**Q:** I have to choose a method for niobium phosphide, and the candidates are below. I'd like to trust any method that gets the volume right. Is that safe?

Bulk NbP (space group I4_1md) computed with the methods named in the rows, without spin polarisation or spin-orbit coupling. Band gaps are for the common cell relaxed with r2SCAN, with overlapping bands given as zero; volumes come from each method's own relaxation or energy curve, and bulk moduli are for a fixed cell shape.

| name | kind | band gap (eV) | volume per atom (Å³) | bulk modulus (GPa) | atoms computed |
| --- | --- | --- | --- | --- | --- |
| PBE coarse-settings | low cutoff and mesh | 0.000 | 16.127 | 185.80 | 4 |
| PBE | semilocal | 0.000 | 16.009 | 189.70 | 4 |
| GFN1-xTB tblite | tight binding | 0.014 | 15.732 | 110.00 | 72 |
| PM7 | semi-empirical | 4.527 | n/a | n/a | 72 |
| r2SCAN | semilocal | 0.000 | 15.970 | 196.80 | 4 |
| PBE SZV | small basis | 0.000 | 16.876 | 175.50 | 4 |
| PBE DZVP | small basis | 0.000 | 16.039 | 188.80 | 4 |
| PM6 | semi-empirical | 3.108 | n/a | n/a | 72 |

**A:** Start with the five density-functional rows, those computed with 4 atoms, and compare volume with bulk modulus. The modulus is the pressure needed per relative change of volume, so it measures stiffness. What do you see?

**Q:** The larger the volume, the softer the crystal. r2SCAN is smallest and stiffest, and PBE SZV is largest and softest.

**A:** Yes, although PBE and PBE DZVP are too close for their order to mean much, and coarse PBE owes its larger volume to its settings, not to the functional. The usual reason for such a rule is the shape of the energy curve. Pressed together, atoms repel each other steeply; pulled apart, they are held by a force that changes more gently. A method that places the atoms farther apart therefore tends to find a flatter curve there. That explains the direction but not the sizes. From r2SCAN to PBE the volume grows by only 0.2%, yet the modulus falls by 3.6%; from PBE to PBE SZV the volume grows by 5.4% and the modulus falls by just 7.5%. So the methods don't simply sit at different points of one curve: each draws its own.

**Q:** Then GFN1-xTB should be the stiffest of all, because its volume is the smallest.

**A:** It is the softest. Its volume is only 1.5% below that of r2SCAN, but its modulus is 110 GPa against 197 GPa, or 44% lower. The volume tells you where the energy curve has its minimum, and the modulus tells you how sharply it bends there. A method can place the minimum well and still get the bend badly wrong.

**Q:** Why would it get one right and not the other?

**A:** GFN1-xTB is fitted to molecules. My guess is that such a fit fixes typical bond lengths better than the resistance of a dense crystal, where each niobium atom has six phosphorus neighbours. The table shows the softness but doesn't test that cause.

**Q:** Can I at least rely on its volume?

**A:** Let's see how it comes about. Near its minimum a crystal acts like a spring, so the relative change of volume is roughly the pressure divided by the modulus. On the common cell, which was relaxed with r2SCAN, GFN1-xTB gives a mean pressure of −1.54 GPa; the minus sign means that the crystal wants to shrink. Dividing by 110 GPa gives −0.014, and 15.97 × (1 − 0.014) = 15.75 Å³ per atom.

**Q:** The table has 15.73, so the estimate works.

**A:** It does, and the output below shows similar agreement for two PBE rows. But this only shows that each method agrees with itself, since pressure, modulus and volume all come from that one method. The estimate is also blind to shape. In GFN1-xTB the crystal pulls inwards along c with 5.7 GPa and pushes outwards along a and b with 0.6 GPa, so it wants different proportions as well as a different size. One number for the volume hides that.

**Q:** PBE SZV obeys the rule. Does that make it sound?

**A:** No, a row can follow the rule and still be far off. Its volume is 5.4% above that of plane-wave PBE, although the functional is the same. The larger DZVP basis cuts the excess to 0.2%, so nearly all of it comes from the small basis. SZV has a single function for each valence orbital, so an orbital can't change its width, and the basis lacks the added functions that help orbitals lean towards a neighbour. The bonds come out longer, and the crystal softer.

**Q:** That leaves PM6 and PM7. They have band gaps of 3.1 and 4.5 eV, where the others have practically none.

**A:** This is a second kind of failure, and it changes the kind of material. It doesn't show that a good volume can go with a bad gap, though, because the table has no volume for either method. In r2SCAN the top of the valence band lies 0.13 eV above the bottom of the conduction band, which sits elsewhere in momentum space, so electrons spill from one band into the other. The table prints this overlap as a zero gap, but it makes NbP a semimetal, which conducts. Spin-orbit coupling, left out here, changes how the bands touch but leaves NbP a semimetal. PM6 and PM7 turn it into an insulator.

**Q:** What opens the gap?

**A:** Most likely their treatment of exchange, though the table doesn't test this. Both give a Hartree-Fock orbital gap, and in Hartree-Fock exchange pulls the filled levels down more than the empty ones, which drives the two apart. In a real semimetal the other electrons rearrange and screen much of this effect, and Hartree-Fock leaves that screening out. The fitted parameters probably matter too: PM6 and PM7 are built much alike and use clusters of the same size, yet their gaps differ by 1.4 eV.

**Q:** Couldn't the 72-atom cluster be to blame? It samples few electron wavelengths.

**A:** It may add to the error. But GFN1-xTB uses a cluster of the same size and finds only 0.014 eV, which may be no more than the spacing between the few levels it samples. Sparse sampling therefore need not open a gap of several eV. The comparison isn't a clean one, because the two kinds of method also describe the electrons differently.

**Q:** Would the same methods do better for an insulator such as magnesium oxide?

**A:** For the gap, the mistake would be milder in kind. A Hartree-Fock gap is usually too wide there as well, but an insulator stays an insulator. Stiffness would still need its own check, because a good volume fixes only the position of the minimum. So the answer to your first question is no: test a method on the property you mean to use.

Output of the analysis:

```
Differences from plane-wave PBE:
                  row  volume in percent  modulus in percent
  PBE coarse-settings             0.7371              -2.056
                  PBE                  0                   0
      GFN1-xTB tblite              -1.73              -42.01
               r2SCAN            -0.2436               3.743
              PBE SZV              5.416              -7.486
             PBE DZVP             0.1874             -0.4744
Rank correlation of volume and modulus in the five density-functional rows: -1
GFN1-xTB volume against r2SCAN in percent: -1.49
GFN1-xTB modulus against r2SCAN in percent: -44.11
GFN1-xTB modulus against the softest density-functional row in percent: -37.32
SZV less PBE volume in cubic angstrom per atom: 0.867
DZVP less PBE volume in cubic angstrom per atom: 0.03
Share of the SZV volume excess removed by DZVP in percent: 96.54
SZV excess as a change of length in percent: 1.774
PBE less r2SCAN volume in cubic angstrom per atom: 0.039
Coarse less full PBE volume in cubic angstrom per atom: 0.118
GFN1-xTB mean pressure from its three stresses in GPa: -1.543
Coarse PBE volume estimated from pressure and modulus in cubic angstrom per atom: 16.15
PBE volume estimated from pressure and modulus in cubic angstrom per atom: 16.02
GFN1-xTB volume estimated from pressure and modulus in cubic angstrom per atom: 15.75
Band overlap in coarse PBE in eV: 0.1554
Band overlap in PBE in eV: 0.1578
Band overlap in r2SCAN in eV: 0.1304
GFN1-xTB gap divided by its smearing width: 0.7
PM7 less PM6 gap in eV: 1.419
```
